\textbf{Student.} I accept the stretch part. For $N$ atoms on a line with bond constant $k$, the Cartesian Hessian along the axis is $kD^{T}D$, where $D$ is the $(N-1)\times N$ first-difference matrix, $(Dx)_i=x_{i+1}-x_i$. The eigenvectors are $\cos[j\pi(n-\tfrac12)/N]$, and
\begin{equation}
\lambda_j=4k\sin^2\frac{j\pi}{2N},\qquad j=0,\dots,N-1 .
\end{equation}
Leaving out the translation $j=0$, the condition number is $\cot^2(\pi/2N)\approx 4N^2/\pi^2$, which is 161.4 against 162.1 for $N=20$. What I distrust is the claim that the same Hessian turns diagonal in bonds and angles. A Hessian is a second derivative. It does not transform like a quadratic form under a curved change of coordinates.

\textbf{Lecturer.} It does so only where the gradient vanishes, and that is the assumption worth an hour. Fix the model first. A straight chain of 20 carbon atoms lies along $x$ with equal bonds of length $d$. The energy is
\begin{equation}
V=\tfrac12 k\sum_{i=1}^{N-1}(r_i-r_i^0)^2+\tfrac12 k_\theta\sum_{n=2}^{N-1}\left(\phi_{n,y}^2+\phi_{n,z}^2\right),
\label{eq:V}
\end{equation}
where $\phi_{n,y}$ and $\phi_{n,z}$ are the two components of the deviation from $180^\circ$ at atom $n$. As typical inputs take $d=1.28$~\AA, $k=60$~eV/\AA$^2$ and $k_\theta=2.5$~eV/rad$^2$. For internal coordinates $q_a(x)$ the chain rule, applied twice, gives
\begin{equation}
\frac{\partial^2V}{\partial x_\mu\partial x_\nu}
=\sum_{ab}B_{a\mu}F_{ab}B_{b\nu}+\sum_a g_a\frac{\partial^2q_a}{\partial x_\mu\partial x_\nu},
\label{eq:chain}
\end{equation}
with Wilson's matrix $B_{a\mu}=\partial q_a/\partial x_\mu$, the internal Hessian $F_{ab}=\partial^2V/\partial q_a\partial q_b$ and the internal gradient $g_a=\partial V/\partial q_a$. The textbook comparison sets $H=B^{T}FB$. That drops the second sum, so it assumes $g=0$.

\textbf{Student.} Before we drop it, what does the $g=0$ case give for bending? I was only told ``order $N^4$''.

\textbf{Lecturer.} To first order $\phi_{n,y}=(y_{n-1}-2y_n+y_{n+1})/d$. With $E$ the $(N-2)\times(N-1)$ first-difference matrix, the block for one transverse direction is $\kappa\,D^{T}E^{T}ED$, where $\kappa=k_\theta/d^2=1.526$~eV/\AA$^2$. It has two zero modes, a translation and a rotation. Its nonzero eigenvalues $\kappa\mu$ are those of $\kappa\,ED(ED)^{T}$, the band matrix with rows $(1,-4,6,-4,1)$ acting on the angles. Measure position $m$ from the chain centre, so atoms sit at $m=\pm\tfrac12,\dots,\pm\tfrac{N-1}{2}$. An even solution is $\phi_m=\cos qm+b\cosh pm$ with
\begin{equation}
\sigma=4\sin^2\tfrac q2=4\sinh^2\tfrac p2,\qquad \mu=\sigma^2 ,
\end{equation}
because the second difference multiplies the cosine by $-\sigma$ and the cosh by $+\sigma$. The truncation of the band matrix is reproduced if $\phi$ vanishes at $|m|=\tfrac{N-1}{2}$ and $\tfrac{N+1}{2}$. Eliminating $b$ between these two conditions leaves
\begin{equation}
\tan\tfrac{Nq}{2}\,\tan\tfrac q2+\tanh\tfrac{Np}{2}\,\tanh\tfrac p2=0 .
\label{eq:char}
\end{equation}
For $N=20$ the lowest root is $q=0.23721$, with $p=0.23610$, $b=0.13243$, $\sigma=0.056005$ and $\mu_1=3.1365\times10^{-3}$. For large $N$, $q\to\beta/N$ with $\tan\frac\beta2+\tanh\frac\beta2=0$, so $\beta=4.730$, $\beta^4=500.6$ and $\mu_1\approx\beta^4/N^4$. The top of the band approaches 16 and is 15.79 here. The bending block alone has condition number $5.03\times10^3$, against $16N^4/\beta^4=5.11\times10^3$.

\textbf{Student.} And the whole Hessian is worse, since the top is a stretch.

\textbf{Lecturer.} Yes. The largest eigenvalue is $4k\cos^2(\pi/40)=238.5$~eV/\AA$^2$, the smallest nonzero one is $\lambda_b=\kappa\mu_1=4.79\times10^{-3}$~eV/\AA$^2$, and the ratio is $4.98\times10^4$. In internals, \eqref{eq:V} gives $F=\mathrm{diag}(k,\dots,k_\theta,\dots)$. Its condition number does not depend on $N$, but it does depend on how radians are weighed against lengths. In atomic units $k=0.617\,E_h/a_0^2$ and $k_\theta=0.0919\,E_h/\mathrm{rad}^2$, a ratio of 6.72. With the arc $d\phi$ as coordinate it is $kd^2/k_\theta=39.3$.

\textbf{Student.} Now my objection. An optimiser uses the Hessian away from the minimum, but near convergence $g$ is tiny. Residual forces of 0.01~eV/\AA\ stand against constants of 60~eV/\AA$^2$. I expect a correction of parts in ten thousand.

\textbf{Lecturer.} Derive it and compare it with the right eigenvalue. Keep the chain straight but let the bonds carry tensions $T_i=\partial V/\partial r_i=k(r_i-r_i^0)$, positive when stretched. On a straight chain the bend gradients vanish, so only bonds enter the second sum of \eqref{eq:chain}. Let $d$ be the actual bond length and $\Delta$ the difference of displacements across the bond. Then
\begin{equation}
r_i=\sqrt{(d+\Delta x_i)^2+\Delta y_i^2+\Delta z_i^2}
=d+\Delta x_i+\frac{\Delta y_i^2+\Delta z_i^2}{2d}+O(\Delta^3).
\end{equation}
There is no $\Delta x^2$ term and no mixed term at second order, so the stretch block and its eigenvalues are untouched. The energy gains $\sum_i T_i\Delta y_i^2/2d$ per transverse direction, and the block becomes
\begin{equation}
H_\perp=D^{T}\left[\kappa E^{T}E+\mathrm{diag}(T_i/d)\right]D .
\label{eq:Hperp}
\end{equation}
This is a beam plus a string. For uniform tension write $\tau=T/d$ and $t=\tau/\kappa=Td/k_\theta$. A wave with $s=4\sin^2(q/2)$ has $\lambda=\kappa s^2+\tau s$. The string term carries one power of $s$ fewer, and $s\sim N^{-2}$ for the softest mode.

\textbf{Student.} So the small parameter is $tN^2$ and not $t$. What is the coefficient?

\textbf{Lecturer.} First-order perturbation theory gives $\delta\lambda=\tau c_1$ with $c_1=|Dy|^2/|y|^2$. The mode is degenerate only with its partner in the other plane, which \eqref{eq:Hperp} does not couple to it. The displacement pattern is $y=(ED)^{T}\phi$, the second difference of $\phi$, so $y_m\propto-\cos qm+b\cosh pm$. Across the bond centred at integer $l=-9,\dots,9$ the difference is $\sqrt\sigma\,(\sin ql+b\sinh pl)$. Hence
\begin{equation}
c_1=\frac{\sigma\sum_l(\sin ql+b\sinh pl)^2}{\sum_m(-\cos qm+b\cosh pm)^2}
=\frac{0.056005\times20.469}{10.117}=0.11331 ,
\end{equation}
and
\begin{equation}
\frac{\delta\lambda_b}{\lambda_b}=\frac{c_1}{\mu_1}\,t=36.13\,\frac{Td}{k_\theta}.
\label{eq:first}
\end{equation}
In the continuum limit the sums become integrals over $\xi=m/N$, which give $c_1\to\beta\eta(\beta\eta+6)/N^2=49.5/N^2$ with $\eta=\tanh(\beta/2)$. The prefactor in \eqref{eq:first} tends to $0.099N^2$, which would be 39.5 here. The discrete value is lower mainly because the chain has 19 bonds for 20 atoms, and the missing half bond at each end lies where the slope of the mode is largest.

\textbf{Student.} Put in $T=0.01$~eV/\AA.

\textbf{Lecturer.} Then $t=5.12\times10^{-3}$, $\tau=7.81\times10^{-3}$~eV/\AA$^2$ and $\delta\lambda_b=8.85\times10^{-4}$~eV/\AA$^2$, a shift of 18.5\%. The eigenvalue is $5.67\times10^{-3}$~eV/\AA$^2$ in tension and $3.90\times10^{-3}$~eV/\AA$^2$ in compression, and the condition number moves from $4.98\times10^4$ to $4.21\times10^4$ or $6.1\times10^4$. With equal masses of 12~u the Hessian eigenvectors are the normal modes, and the lowest wavenumber goes from 10.4 to 11.3~cm$^{-1}$ in tension. All of this comes from bonds that are off by $T/k=1.7\times10^{-4}$~\AA. A uniform tension cancels on every interior atom, so the only Cartesian forces are $\pm T$ on the two ends, and the geometry passes a typical threshold of 0.01 to 0.05~eV/\AA.

\textbf{Student.} An 18\% first-order term makes me want the second-order one.

\textbf{Lecturer.} It is small, because by reflection symmetry the even mode couples only to higher even bends, which lie far above it. There is an exact test. The matrix $D$ has full row rank, so by Sylvester's law of inertia $H_\perp$ has as many negative eigenvalues as $\kappa E^{T}E+\tau$, and one more zero. The matrix $E^{T}E$ is the free-chain matrix again, now on $N-1$ sites, with eigenvalues $4\sin^2[j\pi/2(N-1)]$, $j=0,\dots,N-2$. The $j=1$ vector describes slopes that are odd about the centre, hence an even displacement. So the lowest bend passes through zero at exactly
\begin{equation}
T=-T_c,\qquad T_c=\frac{4k_\theta}{d}\sin^2\frac{\pi}{2(N-1)} ,
\end{equation}
the discrete form of Euler buckling. Here $|t|=0.02728$ and $T_c=0.0533$~eV/\AA. Extrapolating \eqref{eq:first} to $-100\%$ gives 0.0541~eV/\AA, only 1.5\% higher. At $\pm0.01$~eV/\AA\ the terms beyond first order are below 0.1\% of $\lambda_b$. At $T_c$ the whole chain is shortened by just 0.017~\AA, and beyond it the straight chain has a negative transverse curvature, so the condition number diverges on the way and then loses its meaning.

\textbf{Student.} You skipped $j=0$. That one goes negative for any compression.

\textbf{Lecturer.} That is the rotation. The Cartesian vector $y_m=m$ is tangent to a rotation, but a finite step along a straight line lengthens every bond at second order. With $|Dy|^2=N-1$ and $|y|^2=N(N^2-1)/12$,
\begin{equation}
\lambda_{\rm rot}=\frac{12\,\tau}{N(N+1)}+O(\tau^2),
\end{equation}
which is $0.0286\,\tau=2.2\times10^{-4}$~eV/\AA$^2$ at 0.01~eV/\AA. It is no longer a zero that can be recognised by its size. A code that removes only numerically zero eigenvalues would report a condition number of $1.1\times10^6$ in tension and a spurious negative eigenvalue in compression. Rotations have to be projected out explicitly. The rotation is odd and the lowest bend is even, so the projection leaves \eqref{eq:first} unchanged.

\textbf{Student.} Uniform tension looks contrived. Why would an optimiser leave that pattern?

\textbf{Lecturer.} A more likely pattern is worse. Start from a straight chain, and symmetry keeps the bend gradients at zero. A gradient method in Cartesians then converges most slowly along the softest stretch, $j=1$, whose tensions are $T_i=T_0\sin(\pi i/N)$. The force on atom $n$ is $T_n-T_{n-1}=2T_0\sin(\pi/2N)\cos[\pi(n-\tfrac12)/N]$, largest at the ends, where it is $f=T_0\sin(\pi/N)$. So $T_0=6.39f$: small atomic forces add up along the chain. The bond lengths differ from one another by less than a part in a thousand, so \eqref{eq:Hperp} still applies. The first-order shift now weighs $T_i$ with the squared slope,
\begin{equation}
T_{\rm eff}=T_0\,\frac{\sum_l\cos(\pi l/N)(\sin ql+b\sinh pl)^2}{\sum_l(\sin ql+b\sinh pl)^2}=0.495\,T_0=3.17f .
\end{equation}
The weight is only about a half because the mode has no slope at the centre, where the tension peaks. For a largest force of 0.01~eV/\AA\ the lowest bend shifts by 59\% at first order, and diagonalising \eqref{eq:Hperp} changes that by less than one percentage point. In compression the bend reaches zero at $f\approx0.017$~eV/\AA.

\textbf{Student.} Then does the internal Hessian suffer too? If it does, the comparison survives and only the numbers move.

\textbf{Lecturer.} For the energy \eqref{eq:V} it does not move at all. $V$ is quadratic in the $q_a$, so $F=\mathrm{diag}(k,k_\theta)$ at the strained geometry as well, positive definite even beyond $T_c$. One Newton step in internals, carried back exactly to Cartesians, lands on the minimum. The two Hessians can therefore disagree about the number of negative eigenvalues, which is impossible when $H=B^{T}FB$. Dropping the assumption strengthens the case for internals, and it removes the right to call the two matrices the same Hessian. The ill-conditioning has not vanished. It sits in $BB^{T}$, whose blocks $DD^{T}$ and $ED(ED)^{T}/d^2$ carry the $N^2$ and $N^4$ ratios. But that is a banded matrix known from the geometry, and solving with it costs no energy or gradient evaluation.

\textbf{Student.} A real chain is anharmonic. Strain changes $k$ and $k_\theta$, and you froze them. You also froze $d$ in $\kappa$.

\textbf{Lecturer.} Those effects scale with the strain $T/kd=1.3\times10^{-4}$ and have no factor $N^2$. The change of $\kappa=k_\theta/d^2$ is $2T/kd=2.6\times10^{-4}$ in relative terms. A dependence of $k_\theta$ on bond length would need a logarithmic derivative above a thousand to match 18.5\%. These are the parts in ten thousand that you expected, and they are what the internal Hessian feels.

\textbf{Student.} And the diagonal force field? Carbon chains are conjugated.

\textbf{Lecturer.} That term does compete, though with the baseline and not with the mechanism. Add a coupling $k'_\theta$ between neighbouring bends. The bend block of $F$ then lies between $k_\theta-2|k'_\theta|$ and $k_\theta+2|k'_\theta|$, so every Cartesian bending eigenvalue at $g=0$ changes by a relative amount of at most $2|k'_\theta|/k_\theta$. A coupling of 10\% allows 20\%, as much as the tension shift, and the smooth lowest mode comes close to that bound. For this mode $k_\theta$ should be read as the long-wave stiffness $k_\theta+2k'_\theta$. Such couplings make $F$ banded, with a condition number that stays bounded in $N$ as long as the couplings in a row sum in magnitude to less than the diagonal by a fixed margin. Bond alternation acts in the same bounded way. The absolute shift $\tau c_1$ needs only $T$, $d$ and the mode shape, while the percentages and $T_c$ inherit the uncertainty of $k_\theta$ and should be trusted to one or two figures for an actual molecule.

\textbf{Student.} So the $N^4$ law holds only while the prefactor in \eqref{eq:first} times $Td/k_\theta$ is small.

\textbf{Lecturer.} Yes, which means $|T|\ll 10\,k_\theta/(N^2d)$, and for 20 atoms $|T|\ll0.05$~eV/\AA. In tension well above that scale the string term sets the soft transverse eigenvalues, $4\tau\sin^2(j\pi/2N)$, and the condition number grows as $N^2k/\tau$ instead. In compression the chain buckles at a force of that same size. For a Cartesian Hessian whose lowest bend is good to a few percent, the residual forces on this chain have to be well below $10^{-3}$~eV/\AA, since the $j=1$ tension pattern gives 5.9\% at that value.